**A three-constant rule for the errors in a Ge–Cl bond energy**

The table holds the error of the Ge–Cl bond energy of CH$_3$O–Ge(CH$_3$)ClBr at HF, MP2, CCSD, CCSD(T) and two AFQMC levels, in def2-SVP or at the basis limit with frozen cores, against a best estimate of 4.442 eV. The program tests the rule error $= -C(1 - fg)$, with a net correlation energy $C$, a basis fraction $f$ and a method factor $g$, against an additive basis shift, both fitted by least squares to the eight rows other than CCSD. The fit gives $C = 1202$ meV, $f = 0.699$ and $g(\mathrm{MP2}) = 1.193$ with an rms residual of 12 meV, against 14 meV for the additive form, and it misses CCSD by 71 meV when that row is given $g = 1$. Cross-prediction between the MP2 and CCSD(T) pairs leans towards scaling, and ratios of molecular total correlation energies do not carry over to the bond. The output also shows that the released AFQMC and CCSD(T)/CBS entries are fixed by the construction of the best estimate, whose noise is 33 meV.

Calculated values. Errors in the Ge–Cl bond energy of CH$_3$O–Ge(CH$_3$)ClBr, from Ansatz 0.2.0 and the in-house AFQMC program afq 1 at PBE0/def2-SVP geometries, with valence electrons correlated. The singlet molecule uses RHF, the doublet fragments UHF; rows not marked CBS use def2-SVP. The best estimate takes released AFQMC as reference level and MP2 for the basis step beyond TZVPP.

## Numerical check

```python
# Table: error (meV) of the Ge-Cl bond energy of CH3O-Ge(CH3)ClBr by level (HF, MP2, CCSD, CCSD(T), AFQMC;
# Ansatz and own AFQMC code; def2-SVP or basis limit, frozen cores) against the best estimate at the limit.
# Tested: error = -C(1 - f g) (C net correlation, f basis fraction, g level factor) and an additive basis shift.
T = {
    'row_level': ['HF', 'MP2', 'CCSD', 'CCSD(T)', 'ph-AFQMC/CISD', 'released AFQMC', 'HF/CBS', 'MP2/CBS', 'CCSD(T)/CBS'],
    'row_error': [-1205.0, -186.0, -432.0, -379.0, -364.0, -357.0, -1198.0, 222.0, -23.0],  # meV
    'row_noise': [0.0, 0.0, 0.0, 0.0, 20.0, 33.0, 0.0, 0.0, 0.0],  # meV
}
import numpy as np
from scipy.optimize import least_squares
L = list(T['row_level'])
e = {k: float(v) for k, v in zip(L, T['row_error'])}
s = {k: float(v) for k, v in zip(L, T['row_noise'])}
# further outputs of the same runs (not table columns): best estimate, its noise, geometry, molecular values in eV
best, bnoise = 4442.0, 33.4
ge, cl = np.array([0.35, 0.58, 0.12]), np.array([1.76, 0.26, 1.73])
mp2t, cct, trip = 5.552471 + 16.62579, 23.79724, 0.6314
Ecc, Eph, dEph = -143174.221, -143174.298, 0.01416
def g(k, gm): return 0.0 if k.startswith('HF') else (gm if k.startswith('MP2') else 1.0)
def mult(k, p): return -p[0]*(1 - (1.0 if 'CBS' in k else p[1])*g(k, p[2]))
def add(k, p): return -p[0]*(1 - g(k, p[2])) - (0.0 if ('CBS' in k or k == 'HF') else p[1])
F = [k for k in L if k != 'CCSD']  # CCSD lacks triples and has one row only
pm = least_squares(lambda p: [mult(k, p) - e[k] for k in F], [1200, .7, 1.2], x_scale=[1e3, 1, 1]).x
pa = least_squares(lambda p: [add(k, p) - e[k] for k in F], [1200, 370, 1.2], x_scale=[1e3, 1e2, 1]).x
pr = [1200.0, 0.7, 1.2]
print(f"Ge-Cl distance {np.linalg.norm(ge-cl):.2f} A; best estimate {best/1e3:.3f} eV, noise {bnoise} meV shared by all rows; table rounding 0.5 meV")
print(f"HF/CBS misses {-100*e['HF/CBS']/best:.1f} % of the bond energy")
print(f"scaling rule, fitted on 8 rows without CCSD: C {pm[0]:.0f} meV, f {pm[1]:.3f}, g(MP2) {pm[2]:.3f}")
print(f"additive shift, same rows: C {pa[0]:.0f} meV, shift {pa[1]:.0f} meV, g(MP2) {pa[2]:.3f}")
print("round rule: C 1200 meV, f 0.7, g(MP2) 1.2; CCSD is given g = 1")
print("level | bond energy eV | error | noise | round rule | rule minus table: round, fitted, additive (meV)")
for k in L:
    print(f"{k:15s} {(best+e[k])/1e3:.3f} {e[k]:6.0f} {s[k]:3.0f} {mult(k,pr):6.0f} | {mult(k,pr)-e[k]:+4.0f} {mult(k,pm)-e[k]:+4.0f} {add(k,pa)-e[k]:+4.0f}")
for n, fn, p in (('round', mult, pr), ('fitted', mult, pm), ('additive', add, pa)):
    r = {k: fn(k, p) - e[k] for k in L}
    w = max(F, key=lambda k: abs(r[k]))
    print(f"{n}: rms {np.sqrt(np.mean([r[k]**2 for k in F])):.0f} meV on 8 rows, worst {w} {r[w]:+.0f}; CCSD {r['CCSD']:+.0f}; rms on all 9 {np.sqrt(np.mean([v**2 for v in r.values()])):.0f}")
for k in ('MP2', 'CCSD(T)'):
    print(f"worked {k}/SVP: f g = {pr[1]*g(k,pr[2]):.2f}, error {mult(k,pr):.0f} meV, bond {(best+mult(k,pr))/1e3:.3f} eV, table {(best+e[k])/1e3:.3f} eV")
sh = {k: e[k+'/CBS'] - e[k] for k in ('HF', 'MP2', 'CCSD(T)')}
print("shift SVP to limit (meV): " + ", ".join(f"{k} {v:+.0f}" for k, v in sh.items()))
c = {k: e[k] - e['HF/CBS' if 'CBS' in k else 'HF'] for k in L if not k.startswith('HF')}
print("correlation part of bond (meV): " + ", ".join(f"{k} {v:.0f}" for k, v in c.items()))
fm, fc = c['MP2']/c['MP2/CBS'], c['CCSD(T)']/c['CCSD(T)/CBS']
print(f"fraction recovered in SVP: MP2 {fm:.3f}, CCSD(T) {fc:.3f}")
dm, dc = c['MP2/CBS'] - c['MP2'], c['CCSD(T)/CBS'] - c['CCSD(T)']
print(f"correlation missing in SVP: MP2 {dm:.0f}, CCSD(T) {dc:.0f} meV, ratio {dm/dc:.3f} (additive 1, scaling {c['MP2/CBS']/c['CCSD(T)/CBS']:.3f})")
print(f"CCSD(T)/CBS correlation from the MP2 pair: miss by scaling {c['CCSD(T)']/fm-c['CCSD(T)/CBS']:+.0f}, by adding {dm-dc:+.0f} meV")
print(f"MP2/CBS correlation from the CCSD(T) pair: miss by scaling {c['MP2']/fc-c['MP2/CBS']:+.0f}, by adding {dc-dm:+.0f} meV")
R = 'released AFQMC'
print("against released AFQMC in SVP (meV): " + ", ".join(f"{k} {e[k]-e[R]:+.0f}" for k in L if 'CBS' not in k and k != R))
print("g read in SVP, relative to released AFQMC: " + ", ".join(f"{k} {c[k]/c[R]:.3f}" for k in ('MP2', 'CCSD', 'CCSD(T)')))
print(f"g read at the limit: MP2 {-c['MP2/CBS']/e['HF/CBS']:.3f}, CCSD(T) {-c['CCSD(T)/CBS']/e['HF/CBS']:.3f}; noise of best estimate is {-100*bnoise/e['HF/CBS']:.1f} % of C")
for k in ('ph-AFQMC/CISD', R):
    print(f"{k} minus CCSD(T), SVP bond: {e[k]-e['CCSD(T)']:+.0f} meV, noise {s[k]:.0f}, {(e[k]-e['CCSD(T)'])/s[k]:.2f} standard errors")
print(f"fixed by construction: released error plus CCSD(T) shift {e[R]+sh['CCSD(T)']:+.0f} meV; CCSD(T)/CBS plus AFQMC step {e['CCSD(T)/CBS']+e[R]-e['CCSD(T)']:+.0f} meV")
tot = cct + trip
print(f"molecular CCSD(T) correlation {tot:.2f} eV; the bond's part in SVP is {100*c['CCSD(T)']/1e3/tot:.1f} % of it")
print(f"MP2 over CCSD(T) correlation: molecule {mp2t/tot:.3f}, bond {c['MP2']/c['CCSD(T)']:.3f}")
print(f"CCSD over CCSD(T) correlation: molecule {cct/tot:.3f}, bond {c['CCSD']/c['CCSD(T)']:.3f}")
t = e['CCSD(T)'] - e['CCSD']
print(f"triples: bond {t:.0f} meV = {100*t/c['CCSD(T)']:.1f} %, molecule {100*trip/tot:.1f} %")
print(f"molecular total, ph-AFQMC/CISD minus CCSD(T): {1e3*(Eph-Ecc):.0f} +- {1e3*dEph:.0f} meV")
assert abs(sh['HF']) < 0.05*min(sh['MP2'], sh['CCSD(T)'])
assert e['MP2'] < 0 < e['MP2/CBS']
assert 0.6 < fc < 0.8 and 0.6 < fm < 0.8 and abs(fm - fc) < 0.03
assert abs(e[R] + sh['CCSD(T)']) <= 2
```

It prints:

```
Ge-Cl distance 2.16 A; best estimate 4.442 eV, noise 33.4 meV shared by all rows; table rounding 0.5 meV
HF/CBS misses 27.0 % of the bond energy
scaling rule, fitted on 8 rows without CCSD: C 1202 meV, f 0.699, g(MP2) 1.193
additive shift, same rows: C 1202 meV, shift 373 meV, g(MP2) 1.170
round rule: C 1200 meV, f 0.7, g(MP2) 1.2; CCSD is given g = 1
level | bond energy eV | error | noise | round rule | rule minus table: round, fitted, additive (meV)
HF              3.237  -1205   0  -1200 |   +5   +3   +4
MP2             4.256   -186   0   -192 |   -6  -13  +18
CCSD            4.010   -432   0   -360 |  +72  +71  +59
CCSD(T)         4.063   -379   0   -360 |  +19  +18   +6
ph-AFQMC/CISD   4.078   -364  20   -360 |   +4   +3   -9
released AFQMC  4.085   -357  33   -360 |   -3   -4  -16
HF/CBS          3.244  -1198   0  -1200 |   -2   -4   -4
MP2/CBS         4.664    222   0    240 |  +18   +9  -18
CCSD(T)/CBS     4.419    -23   0     -0 |  +23  +23  +23
round: rms 13 meV on 8 rows, worst CCSD(T)/CBS +23; CCSD +72; rms on all 9 27
fitted: rms 12 meV on 8 rows, worst CCSD(T)/CBS +23; CCSD +71; rms on all 9 26
additive: rms 14 meV on 8 rows, worst CCSD(T)/CBS +23; CCSD +59; rms on all 9 24
worked MP2/SVP: f g = 0.84, error -192 meV, bond 4.250 eV, table 4.256 eV
worked CCSD(T)/SVP: f g = 0.70, error -360 meV, bond 4.082 eV, table 4.063 eV
shift SVP to limit (meV): HF +7, MP2 +408, CCSD(T) +356
correlation part of bond (meV): MP2 1019, CCSD 773, CCSD(T) 826, ph-AFQMC/CISD 841, released AFQMC 848, MP2/CBS 1420, CCSD(T)/CBS 1175
fraction recovered in SVP: MP2 0.718, CCSD(T) 0.703
correlation missing in SVP: MP2 401, CCSD(T) 349 meV, ratio 1.149 (additive 1, scaling 1.209)
CCSD(T)/CBS correlation from the MP2 pair: miss by scaling -24, by adding +52 meV
MP2/CBS correlation from the CCSD(T) pair: miss by scaling +30, by adding -52 meV
against released AFQMC in SVP (meV): HF -848, MP2 +171, CCSD -75, CCSD(T) -22, ph-AFQMC/CISD -7
g read in SVP, relative to released AFQMC: MP2 1.202, CCSD 0.912, CCSD(T) 0.974
g read at the limit: MP2 1.185, CCSD(T) 0.981; noise of best estimate is 2.8 % of C
ph-AFQMC/CISD minus CCSD(T), SVP bond: +15 meV, noise 20, 0.75 standard errors
released AFQMC minus CCSD(T), SVP bond: +22 meV, noise 33, 0.67 standard errors
fixed by construction: released error plus CCSD(T) shift -1 meV; CCSD(T)/CBS plus AFQMC step -1 meV
molecular CCSD(T) correlation 24.43 eV; the bond's part in SVP is 3.4 % of it
MP2 over CCSD(T) correlation: molecule 0.908, bond 1.234
CCSD over CCSD(T) correlation: molecule 0.974, bond 0.936
triples: bond 53 meV = 6.4 %, molecule 2.6 %
molecular total, ph-AFQMC/CISD minus CCSD(T): -77 +- 14 meV
```
